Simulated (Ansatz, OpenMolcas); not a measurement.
# C2H6Cl2Si (dichlorodimethylsilane): the zero-point energy at each level's own minimum, rung by rung

C2H6Cl2Si, singlet, SMILES `C[Si](C)(Cl)Cl`. Each level relaxes the structure for itself.

Quantity: the zero-point energy at each level's own minimum, in kJ/mol. The values are calculated.

```csv
level,kind,program,value (kJ/mol)
HF/STO-3G,Hartree–Fock,Ansatz,248.0
HF/3-21G,Hartree–Fock,OpenMolcas,218.5
HF/6-31G* (Cartesian functions),Hartree–Fock,OpenMolcas,218.0
PBE/def2-SVP,GGA,Ansatz,197.6
B3LYP/6-31G* (Cartesian functions),global hybrid,Ansatz,205.5
PBE0-D4/def2-TZVP,global hybrid,Ansatz,203.6
MP2/6-31G* (Cartesian functions),perturbation theory,Ansatz,210.7
```

Harmonic and unscaled. The values span 197.6 to 248.0 kJ/mol. Without the sets that lack polarisation functions the rows with a basis span only 197.6 to 218.0 kJ/mol.

In the common 6-31G* basis, the zero-point energy falls from 218.0 kJ/mol with Hartree–Fock to 210.7 with MP2 and 205.5 with B3LYP. Hartree–Fock lacks the correlation that admits antibonding character as a bond stretches, so its potential wells are too stiff. The effect probably enters mainly through the C–H stretches and methyl deformations, which dominate the sum; the heavy-atom skeletal modes and methyl torsions lie much lower and contribute little.

The outlying STO-3G value reflects the rigidity of a minimal basis more than missing polarisation alone: 3-21G also lacks polarisation functions, yet lands almost on the 6-31G* result. That near-coincidence may hide compensating shifts among individual modes. PBE gives the lowest value, in keeping with the usual softening of bonds by a GGA, but its different basis prevents the gap to the hybrids from being assigned to exchange alone. Similar totals would not establish that the Si–Cl stretches or methyl torsions are equally well described.
